Results and discussion

Koopmans' theorem invites the guess that the orbital energy ε of the outermost shell, with its sign reversed, is the ionisation energy (IE) of the ion. On that guess −ε would match the difference of two self-consistent total energies (ΔSCF), and both would fall steadily down a group as the principal quantum number n grows. The Hartree-Fock results depart from both ideas. −ε exceeds the ΔSCF value in all twelve rows, by 0.280 eV (Bi+) to 4.528 eV (Cu+), and in group 11 the IE rises from Cu+ to Ag+.

Ionisation energies (IE) of singly charged ions of groups 1, 11 and 15, from the B-spline radial atomic code 1 with non-relativistic Hartree-Fock averaged over the configuration, a point nucleus and a spherical atom at the radial basis limit. ΔSCF is the difference of two self-consistent total energies, and ε is the orbital energy. NIST values run from ground level to ground level.

```
species   Z  electrons           configuration     ion's configuration  IE by ΔSCF (eV)  −ε of the shell that loses the electron (eV)  −ε less IE by ΔSCF (eV)  NIST table (eV)  kind of table value  stated uncertainty (eV)
    Li+   3          2                     1s2                     1s1          74.4617                                       75.9841                    1.522        75.640097               theory                  1.2e-06
     K+  19         18            [Ne] 3s2 3p6            [Ne] 3s2 3p5          30.6392                                       31.8522                    1.213           31.625             measured                  0.00019
    Rb+  37         36       [Ar] 3d10 4s2 4p6       [Ar] 3d10 4s2 4p5          26.5559                                       27.4454                    0.889         27.28954             measured                    6e-05
    Cs+  55         54       [Kr] 4d10 5s2 5p6       [Kr] 4d10 5s2 5p5          22.6970                                       23.3680                    0.671         23.15745             measured                    6e-05
    Cu+  29         28               [Ar] 3d10                [Ar] 3d9          17.5168                                       22.0451                    4.528         20.29239             measured                    6e-05
    Ag+  47         46               [Kr] 4d10                [Kr] 4d9          20.3070                                       22.4581                    2.151          21.4844             measured                   0.0009
    Au+  79         78          [Xe] 4f14 5d10           [Xe] 4f14 5d9          20.1085                                       21.7876                    1.679           20.203             measured                    0.025
     N+   7          6            [He] 2s2 2p2            [He] 2s2 2p1          28.0732                                       29.1673                    1.094         29.60125       semi-empirical                    9e-05
     P+  15         14            [Ne] 3s2 3p2            [Ne] 3s2 3p1          18.4727                                       18.9165                    0.444         19.76949       semi-empirical                    4e-05
    As+  33         32       [Ar] 3d10 4s2 4p2       [Ar] 3d10 4s2 4p1          17.3093                                       17.6838                    0.375          18.5892             measured                    0.001
    Sb+  51         50       [Kr] 4d10 5s2 5p2       [Kr] 4d10 5s2 5p1          15.3745                                       15.6796                    0.305           16.626             measured                    0.025
    Bi+  83         82  [Xe] 4f14 5d10 6s2 6p2  [Xe] 4f14 5d10 6s2 6p1          14.5995                                       14.8795                    0.280           16.703             measured                    0.004
```

Four kinds of shell are opened: 1s² in Li+, np⁶ in K+ to Cs+, nd¹⁰ in group 11 and np² in group 15. Trends are read within one kind, and Li+ stands alone.

With configuration-average energies, −ε is the cost of removing the electron while all other orbitals stay frozen. ΔSCF lets them adjust, which by the variational principle can only lower the energy of the doubly charged ion. The column "−ε less IE by ΔSCF", here called the gap, is therefore the relaxation energy, and its sign is fixed by theory. The adjustment is a contraction, and the calculation shows it. Once the removed orbital's share is subtracted, the summed ⟨r²⟩ of the remaining electrons shrinks by 25 % in Li+, 6.5 % in Rb+ and 5.9 % in Au+.

A screening model gives the size. An electron in a hydrogenic orbital of adjustable exponent ζ and effective quantum number n*, bound by an effective charge Z_eff, has the energy

E(ζ) = (ζ²/2 − Z_eff ζ)/n*² hartree,

which is lowest at ζ = Z_eff. Loss of a neighbour that screened a charge σ raises Z_eff by σ. The frozen exponent is then too small by σ, and correcting it gains σ²/(2n*²). For m electrons left in the shell,

gap = m σ²/(2n*²) hartree.

Z_eff cancels, so relaxation need not follow the IE. Li+ has the largest IE and a gap of 2.0 % of −ε, while Cu+ has one of 20.5 %. In the model the gap is set by how many neighbours remain, how strongly the lost electron screened them and their n*, not by how tightly they are bound. The inputs are Slater's rough, recalled values, σ = 0.35 and n* = 2, 3, 3.7, 4.0, 4.2 for n = 2 to 6, with ns and np electrons counted together. For Rb+, m = 2 + 5 = 7, and with nothing fitted

gap = 7 × 0.35²/(2 × 3.7²) = 0.8575/27.38 = 0.0313 hartree = 0.852 eV

at 27.2 eV per hartree, 4 % below the computed 0.889 eV. For Li+ the variational σ = 5/16 with m = n* = 1 gives 1.33 eV, 13 % below 1.522 eV.

Over the eight p rows the worst misses are P+ (25 % too high) and N+ (14 % too high), and the other six lie within 9 % of the computed gap. A least-squares fit of σ to the logarithm of the gap in these eight rows returns 0.34 with an rms error of 9 %. The formula accounts for the fall down each p group and for the larger gaps of np⁶ than of np² at equal n, where seven electrons relax against three. By the same count the gap should grow along a p row as the shell fills. Part of the success is borrowed, because n* is empirical. With the true n the same fit leaves 30 % rms, and the gap falls about as n to the power −1.2, well short of −2.

The next ionisation, computed in the same way, probes the count m. Li²⁺ has no other electron and a gap of zero. The model puts the ratio of second to first gap at (m − 1)/m, which is 0.86 for group 1 and 0.67 for group 15, while the computed ratios are 0.80 to 0.81 and 0.54 to 0.61. A plausible but unproven reading is that an electron of the same subshell counts for more than an ns electron. The higher charge also enters, and for closed shells lying over closed shells of the same l the single ε depends on how the orbitals are mixed, so these ratios are indicative only.

The model fails for the d shells. With m = 9 the computed gaps are 2.7 (Cu+), 2.0 (Ag+) and 1.8 (Au+) times the estimate. Counting the ns²np⁶ electrons beneath as well (m = 17), a choice made after seeing the misfit, brings Ag+ and Au+ within about 5 % but leaves Cu+ 30 % low. It also predicts a second-to-first ratio of 0.94, further from the computed 0.84 to 0.86 than the 0.89 of m = 9, so the repair may work for the wrong reason. The standard account of copper is that 3d, the first shell of its l, has no radial node and no inner d shell to hold it outward. Ten electrons share a small volume and repel strongly, and the orbital energy is a small remainder of large attraction and large repulsion. Removing one electron upsets that balance far more than σ = 0.35 allows, and matching Cu+ with m = 9 needs σ = 0.58.

The IEs themselves are most easily read through the charge Z′ defined by IE = Z′²/(2n²) hartree with the true n, which restates the table and tests nothing. Perfect screening would give Z′ = 2 everywhere. In group 15 it runs 2.87, 3.50, 4.51, 5.32, 6.22, because the p electron penetrates a growing core, and the IE falls much more slowly than 1/n². The largest rise comes at As+, where the first d shell enters, and the next largest at Bi+, where 4f¹⁴ enters. Poor screening by d and f electrons is the known cause. The IE accordingly drops by only 1.16 eV from P+ to As+, then by 1.93 eV to Sb+, and by 0.775 eV to Bi+. Group 1 shows a similar pattern in Z′, which rises by 5.59 − 4.50 = 1.09 to Rb+ and by 6.46 − 5.59 = 0.87 to Cs+, although its IE still drops by more to Rb+ (4.08 eV) than to Cs+ (3.86 eV). In the p groups relaxation changes each step by about a tenth or less.

In group 11 −ε runs Au+ < Cu+ < Ag+. Relaxation moves copper below gold and makes most of the step from copper to silver. −ε is nearly flat, between 21.79 and 22.46 eV, yet the IE of Ag+ exceeds that of Cu+ by 2.790 eV, of which 0.413 eV comes from −ε and 2.377 eV (85 %) from the larger relaxation of copper. The ΔSCF order is Cu+ < Au+ < Ag+, whereas NIST has Au+ < Cu+ < Ag+ and a Cu–Ag step of 1.19 eV.

ΔSCF lies below NIST in every row. Electron correlation, absent here, usually stabilises the ion with more electrons by more, and so raises the IE. Li+ is the clean case. Its error of −1.178 eV must be essentially the 1s² pair correlation, because one-electron Li²⁺ errs by only −0.003 eV. Cu+ has the largest error, −2.78 eV, as fits the loss of nine pairs in a compact shell.

Elsewhere the comparison sets averages against levels and omits relativity. The error in group 1 shrinks from −0.99 eV (K+) through −0.73 to −0.46 eV (Cs+), but this does not show that correlation fades. The ²P₃/₂ level of p⁵ lies half a spin-orbit constant below the average, 0.25 eV with the constant computed for the 4p orbital of Rb+, and that takes the Rb+ error back to −0.99 eV. For Au+ the d⁹ ²D₅/₂ level lies a full 5d constant, 0.61 eV, below the average, turning an error of −0.095 eV into −0.71 eV. Scalar relativity is known to destabilise 5d, which would lower the IE further, against correlation. The near agreement at gold is thus a cancellation.

In group 15 the ³P term of p² lies 0.12 F² below the average, where F² is the quadrupole Slater integral of the p shell. The 4p integral of As²⁺ gives 0.72 eV, 56 % of the −1.28 eV error of As+. The more diffuse orbital of As+ should give somewhat less, so about half is the safe statement. P+, As+ and Sb+ err alike, by −1.28 eV with a spread under 0.05 eV. It is a guess that a falling term shift and growing relativistic effects offset each other here. Bi+ errs by a further −0.83 eV, and NIST even has it 0.08 eV above Sb+. First-order spin-orbit shifts cancel between ³P₀ and ²P₁/₂, but in bismuth the coupling is near the jj limit, both electrons sit largely in the stabilised 6p₁/₂ orbital, and the IE rises. The errors for the lone p electron, −2.99 eV in Bi²⁺ against −1.40 eV in Sb²⁺, agree with this cause.

−ε is closer to NIST than ΔSCF in eleven of twelve rows, with Au+ the exception, and the mean absolute errors are 0.85 and 1.24 eV. The error of −ε is the positive gap plus the negative ΔSCF error, so −ε is the closer wherever the gap is less than twice the size of that error. The cancellation is nearly complete only where the two are of a size. For np⁶ they are, and −ε lies 0.16 to 0.23 eV high. For nd¹⁰ relaxation wins and −ε is 1.0 to 1.8 eV high. For np² −ε is 0.4 to 1.8 eV low, but this can't be put down to weak relaxation alone. In As+ the ³P term shift estimated above, which the configuration average leaves out, covers most of the shortfall of 0.9 eV. In practice, the shell type and the count m come first. Among these ions −ε is a usable estimate for closed s and p shells, to about 0.35 eV, and for d¹⁰ or p² shells errors of an electronvolt are typical of both −ε and ΔSCF at this level. For the lighter p² ions the first remedy for ΔSCF is to compute the ³P term in place of the average.
